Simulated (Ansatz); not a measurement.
A series in volume scale on HfO2

Results calculated with Ansatz 0.2.0, not measured. Free energy against uniform scaling of the volume at fixed shape and fractions; periodic cell, basis, potentials, k mesh and filling as listed.

The cell before it is scaled or strained (space group Fm-3m, No. 225):
```
cell vectors (Å)
   0.0000     2.5575     2.5575
   2.5575     0.0000     2.5575
   2.5575     2.5575     0.0000
atoms (fractions of the cell vectors)
Hf  0.00000  0.00000  0.00000
O   0.25000  0.25000  0.25000
O   0.75000  0.75000  0.75000
```

Settings of every row: functional PBE; dispersion none; potentials PAW; wave cutoff 462.59 eV; density cutoff 1850.4 eV; k mesh 6x6x6; k shift 0x0x0; occupations fixed; smearing width 0 eV; spin none.

Limits: no spin-orbit coupling, which can matter with elements this heavy.

| row | volume scale | V (Å³/atom) | energy above lowest point (meV/atom) |
| --- | --- | --- | --- |
| 1 | 0.94 | 10.483 | 22.5 |
| 2 | 0.96 | 10.706 | 7.2 |
| 3 | 0.98 | 10.929 | 0 |
| 4 | 1 | 11.152 | ? |
| 5 | 1.02 | 11.375 | 6.8 |
| 6 | 1.04 | 11.598 | 19.3 |
| 7 | 1.06 | 11.821 | 37.2 |

Question: what energy above lowest point should row 4 give?

Worked fit of energy above lowest point. Take u = (V_r/V)^(2/3) − 1 with V_r = 11.152 Å³ an atom, which is twice the finite (Eulerian) strain; such expansions in the strain, on which the Birch-Murnaghan equation of state is built, carry the rest volume and the bulk modulus. The shown rows have u = 0.0421, 0.02758, 0.01356, -0.01311, -0.0258, -0.03809. Least squares give energy above lowest point = 0.11 − 259.4 × u + 18776 × u² meV/atom; a straight line predicts inner rows, each left out in turn, worse (root mean square 11 against 0.07 meV/atom). The rows lie off it by 0.0, 0.0, 0.0, 0.1, 0.0, 0.0. Its lowest point lies at u = 0.0069, or V = 11.04 Å³ an atom, and the curvature there gives the bulk modulus at fixed shape and fractions, B = (4/9)(1 + u)² E″(u)/V = 246 GPa. The withheld row has u = 0, so the fit gives 0.11 − 259.4 × (0) + 18776 × (0)² = 0.1 meV/atom.

The calculation gave 0.1 meV/atom. The fit meets it to the printed digit.
